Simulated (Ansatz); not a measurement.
# LaP: pressure against volume scale

All results are calculated (Ansatz 0.2.0). Periodic Kohn-Sham DFT of a crystal at fixed atoms, scaled to volume_scale times the given cell; pressure positive in compression, energy less spherical unpolarised free atoms, largest_vzz the field gradient of largest size among the nuclei.

The cell before it is scaled or strained (space group Fm-3m, No. 225):
```
cell vectors (Å)
   0.0000     3.0125     3.0125
   3.0125     0.0000     3.0125
   3.0125     3.0125     0.0000
atoms (fractions of the cell vectors)
La  0.00000  0.00000  0.00000
P   0.50000  0.50000  0.50000
```

Settings of every row: method frozen-core PAW; functional LDA; relativity scalar; k mesh 10x10x10; filling fermi-dirac; smearing width 0.03 eV; wave cutoff 420 eV; paw set soft_2.

Atom start moment: 0 on all atoms.

Limits: PAW files made with PBE; no spin-orbit coupling on heavy atoms.

| row | volume scale | V (Å³/atom) | pressure (GPa) |
| --- | --- | --- | --- |
| 1 | 0.94 | 25.699 | 1.581 |
| 2 | 0.96 | 26.245 | -0.199 |
| 3 | 0.98 | 26.792 | -1.798 |
| 4 | 0.99 | 27.066 | -2.534 |
| 5 | 1 | 27.339 | -3.232 |
| 6 | 1.01 | 27.612 | -3.895 |
| 7 | 1.02 | 27.886 | -4.526 |
| 8 | 1.04 | 28.432 | ? |
| 9 | 1.06 | 28.979 | -6.748 |

Question: what pressure should row 8 give?

Worked fit of pressure. Take u = (V_r/V)^(2/3) − 1 with V_r = 27.203 Å³ an atom, which is twice the finite (Eulerian) strain; such expansions in the strain, on which the Birch-Murnaghan equation of state is built, carry the rest volume and the bulk modulus. The shown rows have u = 0.03864, 0.02419, 0.0102, 0.00337, -0.00332, -0.0099, -0.0164, -0.04129. Least squares give pressure = −2.8897 + 104.215 × u + 279.57 × u² + 454 × u³ GPa; a parabola predicts inner rows, each left out in turn, worse (root mean square 0.0071 against 0.0011 GPa). The rows lie off it by 0.000, 0.000, -0.001, 0.001, 0.001, -0.001, 0.000, 0.000. The pressure vanishes at u = 0.0259, or V = 26.18 Å³ an atom, and there the bulk modulus at fixed shape and fractions is B = −V dP/dV = (2/3)(1 + u) dP/du = 81.8 GPa. The withheld row has u = -0.02903, so the fit gives −2.8897 + 104.215 × (-0.02903) + 279.57 × (-0.02903)² + 454 × (-0.02903)³ = -5.691 GPa.

The calculation gave -5.694 GPa. The fit lies 0.003 GPa (0.036 % of the column's range) above it; its largest miss of a shown row is 0.001 GPa.
